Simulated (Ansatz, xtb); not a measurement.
# Two isomers of CH3ClF2Sn

Structure X: `[F][SnH]([F])[CH2]Cl`, a singlet. Structure Y: `F[CH2][Sn@H]([F])[Cl]`, a singlet. Both are isolated molecules in the gas phase, relaxed with B3LYP-D3(BJ)/def2-SVP; the shapes shown needn't be the lowest conformers.

X (Å):

```
atom    x (Å)    y (Å)    z (Å)
   C  -1.3186   1.0969  -0.0464
  Cl  -1.6821  -0.1097  -1.3174
   F  -4.0589   0.1780   1.5775
   F  -1.4628  -1.2821   2.2558
  Sn  -2.1638   0.4797   1.8524
   H  -2.0136   1.4117   3.2829
   H  -0.2294   1.1950   0.0553
   H  -1.7458   2.0659  -0.3377
```

Y (Å):

```xyz
8

C    -2.1223    0.6070    2.2706
Cl    0.4345    0.4311   -0.3697
F    -3.2205   -0.1869    2.4978
F     0.9440   -0.4303    2.8998
Sn   -0.4531   -0.6110    1.5549
H    -1.8017    1.0954    3.2053
H    -2.3488    1.3689    1.5077
H    -0.6464   -2.2880    1.2724
```

Estimate E(Y) − E(X) at the level CCSD(T)/def2-SVP + ΔMP2/def2-TZVPP.

Calculated at CCSD(T)/def2-SVP + ΔMP2/def2-TZVPP: E(Y) − E(X) = −4.66 kJ/mol, so structure Y lies lower.

The same difference at several levels:

```tsv
level	geometry	E(Y) − E(X) (kJ/mol)	departure from the last row (kJ/mol)	job, with rough time for the two
GFN2-xTB	GFN2-xTB	−46.37	−41.71	optimisation, 0.32 s
HF/STO-3G	GFN2-xTB	−218.43	−213.77	single point, 0.82 s
r2SCAN-D4/def2-SVP	GFN2-xTB	−34.46	−29.80	single point, 2 s
B3LYP-D3(BJ)/def2-SVP	B3LYP-D3(BJ)/def2-SVP	−28.53	−23.87	optimisation, 50 s
HF/def2-SVP	B3LYP-D3(BJ)/def2-SVP	−37.94	−33.28	part of the CCSD(T) run
MP2/def2-SVP	B3LYP-D3(BJ)/def2-SVP	−4.88	−0.22	part of the CCSD(T) run
CCSD(T)/def2-SVP	B3LYP-D3(BJ)/def2-SVP	−12.86	−8.20	single point
CCSD(T)/def2-SVP + ΔMP2/def2-TZVPP	B3LYP-D3(BJ)/def2-SVP	−4.66		single point, 23 s
```

As drawn, Y has 1 C–F, 1 Cl–Sn in place of 1 F–Sn, 1 C–Cl.

None of the levels shown reverses the order. The largest departure from CCSD(T)/def2-SVP + ΔMP2/def2-TZVPP is that of HF/STO-3G, 213.77 kJ/mol. The last row adds to CCSD(T) the change of the MP2 difference between the two basis sets, here +8.20 kJ/mol.

With harmonic frequencies from B3LYP-D3(BJ)/def2-SVP (ideal gas, rigid rotor, one conformer each, 298.15 K, 1 atm): on the last row, ΔE + ΔZPE = −2.62 kJ/mol. A mode under 50 cm⁻¹ makes harmonic enthalpies and free energies unreliable, so none is given.

The correlated steps freeze 12 core orbitals; the filled d shell of Sn is correlated, in a basis made for valence electrons. Atoms past krypton carry core potentials in the def2 sets, other sets are all-electron and non-relativistic, and no spin–orbit term is included. Mirror images aren't counted in ΔG. Run with Ansatz 0.2.0, xtb 6.7.1; the last row on 2 threads of Intel(R) Xeon(R) 6975P-C (Granite Rapids) on a shared host.

The two isomers are nearly balanced because exchanging the halogens trades one strong bond to fluorine for another. Tin gains from a highly polar Sn–F bond, while carbon gains from a short C–F bond with effective orbital overlap. The weaker bonds to chlorine offset much of what remains, so the strength of Sn–F alone doesn't decide the order.

Electron correlation reduces the preference for Y from −37.94 kJ/mol in Hartree–Fock to −12.86 kJ/mol in CCSD(T) with the same basis. The larger basis then favours X further, probably because fluorine on tin carries more anionic charge and needs a more flexible description. The same deficiency, in extreme form, likely contributes to the exaggerated preference for Y in the minimal basis.

The calculation supports near-degeneracy more firmly than it does the sign: the basis correction exceeds the final energy difference, and zero-point motion narrows the gap further. A small energy difference also says nothing about how readily the halogens could exchange, since that depends on the barrier.
